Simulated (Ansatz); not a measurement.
## Ta$_{3}$N$_{5}$: do energies and stresses tell the same story?

These are results of DFT PBEsol, scalar-relativistic, plane waves, PAW in Ansatz 0.2.0, not measurements.

Plane waves to 420 eV, a k mesh through Γ of 8×8×4 on the computed 16-atom cell and Gaussian smearing (0.02 eV); no spin polarisation.

Relaxed cell: Cmcm, a = 3.878 Å, b = 10.216 Å, c = 10.238 Å, α = 90.00°, β = 90.00°, γ = 90.00°, 16 atoms in the primitive cell. Whether it is the stable form of this composition wasn't checked.

Energies at zero smearing and pressures from the stress tensor, at volumes with shape and atoms relaxed:
```csv
V (Å³/atom),E − E(first) (meV/atom),P (GPa)
11.153,0.00,41.93
11.534,-83.84,29.03
11.914,-139.12,17.85
12.294,-169.79,8.23
12.674,-179.28,-0.03
13.054,-170.63,-7.07
13.435,-146.57,-13.04
13.942,-94.76,-19.43
```

Problem. Check P = −dE/dV between neighbouring volumes, and get the bulk modulus from the pressures alone.

Solution. With 1 eV/Å³ = 160.2 GPa:
```csv
middle V (Å³/atom),−ΔE/ΔV (GPa),mean P (GPa)
11.343,35.327,35.479
11.724,23.297,23.441
12.104,12.922,13.043
12.484,3.998,4.103
12.864,-3.644,-3.550
13.245,-10.139,-10.056
13.688,-16.374,-16.233
```

The two differ by 0.15 GPa at most. The mean of two end pressures misses the average over a step by about ΔV² P″/12, up to 0.16 GPa here; with that taken off 0.01 GPa remains. Around V = 12.674 Å³/atom, the two neighbours give B = −V ΔP/ΔV = 12.674 × 15.31 / 0.760 = 255.1 GPa, against B0 = 252.2 GPa from the Birch–Murnaghan fit of the energies.

Spin–orbit coupling is left out, which can shift energies with elements as heavy as these.

Cost: 9 runs of about 76 core-minutes in all, on Arm Neoverse V2 (shared hosts).

Energies and stresses do tell the same story: both place the minimum at essentially the same volume. The mean pressure lies above the energy slope in every interval, as it must for a convex P(V) curve, and the gap widens again in the last row because that volume step is longer. So little is left over that any spurious stress from the finite plane-wave basis must be small.

The convexity itself is physical. Compression steepens the short-range repulsion between the Ta and N shells, while expansion weakens the bonds and softens the lattice. The large bulk modulus fits a network of strong, polar covalent Ta–N bonds, in which N 2p states mix with the formally empty 5d shell of Ta(V). The slightly higher value from the pressures probably reflects, at least in part, the finite difference, which averages over a curve that stiffens faster on compression than it softens on expansion. Agreement between energy and stress tests numerical consistency, not the functional's accuracy, since both derive from the same energy surface.
